Treat the crystal as a spring and its behaviour follows from one number. Near its relaxed length this W₃Si cell has a stiffness of about 400 GPa along one cubic axis, so each per cent of strain should add about 4 GPa of stress. At 6 % that makes roughly 25 GPa, whether the cell is stretched or squeezed, and the energy cost should be the same in both directions.

W₃Si (Im-3m, 4 atoms per cell, 17.36 Å³ per atom) strained along one cubic axis, with lateral lengths and fractional coordinates fixed. Ansatz 0.2.0, plane-wave PAW, scalar-relativistic r2SCAN without spin polarisation, 500 eV cutoff, Gamma-centred 14×14×14 k mesh, 0.15 eV Gaussian smearing. Free energies are relative to the unstrained cell; pressure is positive in compression.

```csv
strain,energy change (meV/atom),tensile stress along pattern (GPa),pressure (GPa)
-0.06,99.9,-34.28,15.83
-0.045,53.1,-23.61,11.05
-0.03,22.3,-14.47,6.87
0,0.0,-0.03,0.03
0.015,4.7,5.60,-2.73
0.03,17.7,10.38,-5.12
0.045,38.0,14.42,-7.19
0.06,64.3,17.84,-8.98
```

The table disagrees. Positive strain means stretching, and the tensile stress along the pattern is the pull along the strained axis, negative when the crystal pushes back. At 6 % the crystal resists compression with 34 GPa but tension with only 18 GPa. The stress also seems to jump between strains of -0.03 and 0, where it changes by 14.4 GPa, although the steps on either side are 9.1 and 5.6 GPa.

The jump disappears once the rows are compared over equal distances. The scan has no row at -0.015, so this interval is twice as wide as its neighbours. Divided into two, its stress step averages 7.2 GPa, which lies between the steps before and after it. The apparent break belongs to the spacing of the rows and not to the crystal.

The difference between squeezing and stretching is real, but it isn't a break either. Compression costs 1.26 times as much energy as tension at 3 % and 1.55 times as much at 6 %. The excess over one thus roughly doubles when the strain doubles, and it shrinks towards nothing near the relaxed cell. A spring that stiffens gradually as it shortens behaves in this way, whereas a crystal that switched to another state would depart from the pattern at one particular strain.

The gradual stiffening is easiest to see in the slope of stress against strain between successive rows. This stiffness falls from 711 GPa in the most compressed interval to 228 GPa in the most stretched one, a factor of three, and it falls at every step. More telling is that the fractional loss hardly varies: each per cent of elongation takes away about a tenth of the stiffness that is left. The pattern to remember is therefore a nearly constant percentage loss, in place of Hooke's constant stiffness.

This regularity makes a sensitive detector. If the stress in the row at 0.03 were wrong by only 0.1 GPa, about one per cent of its value, the loss rate worked out there would shift by 3 per unit strain. In the row at -0.045, where the stress steps are larger, the same error would shift it by 1.4. The rates actually found all lie between 10.3 and 11.2. No row stands out, although a weak feature that came and went between two neighbouring rows could still escape notice.

A second test asks whether the energies tell the same story as the stresses. The lateral lengths of the cell are held fixed, so the cross-section on which the axial stress acts doesn't change. Force times displacement then gives the work per atom,

$$w = V_0 \int \sigma \, d\varepsilon ,$$

where $V_0$ is the undisturbed volume per atom, $\sigma$ the tensile stress and $\varepsilon$ the strain. No adjustable constant enters.

Take the stretch from 0.03 to 0.06. Simpson's rule weights the middle stress four times as heavily as the two ends, so the mean stress is

$$\frac{10.38 + 4 \times 14.42 + 17.84}{6} \approx 14.3\ \text{GPa}.$$

Multiplied by the strain interval of 0.03 and the volume of 17.36 Å³, and with 1 eV/Å³ equal to about 160 GPa, this gives 46.5 meV per atom. The energies in the table differ by $64.3 - 17.7 = 46.6$ meV per atom.

The other three stretches of the scan agree equally well, as the output after the text shows. Because stress is by definition the slope of the energy, the agreement can't confirm the functional or any picture of the bonding. What it does show is that the rows at the ends of the stretches lie on one continuous energy curve. Had one of these settled into a different electronic state with a noticeably different energy, the work and the energy difference would have parted company there. The rows in the middle of a stretch, such as 0.045, are tested only through their stresses.

A likely cause of the smooth stiffening is the way atoms in contact respond to distance. Over the scan the contacts along the strained axis lengthen from 2.43 to 2.74 Å, while those across it keep their length. Both the overlap of orbitals that binds neighbours and the repulsion that keeps them apart weaken roughly exponentially as the atoms separate. An exponential loses the same fraction of its value, and of its curvature, for every equal increase in distance, and stiffness is the curvature of the energy. Two opposing exponentials with different rates don't give an exactly constant percentage, however, so the argument makes a smooth loss plausible without deriving its rate, and the table can't separate the share of repulsion from that of bonding. Nor are the axial contacts the whole story: if they alone carried the load, hardly any stress would build up across the axis, yet it does.

A smooth interaction between atoms would not be enough if the atoms could rearrange inside the cell. Here the scan holds them at fixed fractional positions, and symmetry gives them no push away from these. Each atom sits at a centre of inversion, and stretching along a cubic axis preserves those centres, so the forces on all atoms remain zero. The cell follows the imposed strain as a whole, and an internal shift that might set in at some threshold and suddenly soften the response is excluded from the start.

The electrons offer little occasion for a break as well. W₃Si is metallic in every row, so there is no band gap that could close. Strain may still move small pieces of the Fermi surface, but these should involve few of the electrons that hold the crystal together, and the smearing of the occupations rounds off their effect. Removing the smearing by extrapolation changes the energies by at most 1.3 meV per atom, so it doesn't create the asymmetry, though a very faint electronic feature might be hidden by it. And because the calculation leaves out spin polarisation, it would miss a magnetic moment that set in at some strain.

One break must come if the stretching continues. The stress of any crystal eventually passes through a maximum, the ideal strength for that way of pulling, and there the stiffness falls to zero. A constant percentage loss never reaches zero, so the simple pattern has to fail before that point. At 6 % the stress is still rising, with a stiffness of 228 GPa over the last interval, and the scan therefore gives no value for the strength.

The stiffness also depends on how the crystal is pulled. Because the sides of the cell can't contract, a lateral tension of 4.6 GPa has built up at 6 % stretch, about a quarter of the axial stress. The stiffness quoted here thus describes a crystal clamped at its sides, such as a layer held in its plane and strained across its thickness. A bar free to contract would respond more softly, with Young's modulus.

An earlier break could come from motions that this scan rules out. The atoms lie on a simple cubic grid with six nearest neighbours each, an open arrangement for a metal, and it isn't the structure of the established tungsten silicides. Zero forces show only that the atoms are balanced, as a pencil on its tip is balanced, and not that they would return after a small push. Whether this crystal would survive even a small strain once its atoms may leave their symmetric sites and its cell may shear is the question that the smooth curve leaves open.

The analysis program printed:

```
Interval ending at each row:
     row  middle strain  stress step GPa  stiffness GPa  fractional stiffness loss per unit strain
  -0.045        -0.0525            10.67          711.3                                        n/a
   -0.03        -0.0375             9.14          609.3                                      10.32
     0.0         -0.015            14.44          481.3                                      10.48
   0.015         0.0075             5.63          375.3                                      11.06
    0.03         0.0225             4.78          318.7                                      10.91
   0.045         0.0375             4.04          269.3                                      11.21
    0.06         0.0525             3.42            228                                      11.11
State of each row:
     row  axial contact angstrom  lateral tensile stress GPa  smearing shift meV/atom
   -0.06                   2.434                      -6.605                    1.323
  -0.045                   2.472                       -4.77                    1.047
   -0.03                   2.511                       -3.07                   0.6352
     0.0                   2.589                       -0.03                        0
   0.015                   2.628                       1.295                   -0.121
    0.03                   2.667                        2.49                  -0.2927
   0.045                   2.706                       3.575                  -0.2625
    0.06                   2.744                        4.55                  -0.2475
Work from -0.06 to -0.03, meV/atom: -77.58
Energy difference from -0.06 to -0.03, meV/atom: -77.6
Work from -0.03 to 0.03, meV/atom: -4.562
Energy difference from -0.03 to 0.03, meV/atom: -4.6
Work from 0 to 0.03, meV/atom: 17.74
Energy difference from 0 to 0.03, meV/atom: 17.7
Work from 0.03 to 0.06, meV/atom: 46.54
Energy difference from 0.03 to 0.06, meV/atom: 46.6
Energy ratio, compression to tension at 0.06: 1.554
Energy ratio, compression to tension at 0.03: 1.26
Stress ratio, compression to tension at 0.06: 1.922
Mean axial stiffness between -0.03 and 0.03, GPa: 414.2
Stiffness ratio, first interval to last: 3.12
Change of loss rate if the 0.03 row were off by 0.1 GPa: 3.045
Change of loss rate if the -0.045 row were off by 0.1 GPa: 1.354
```
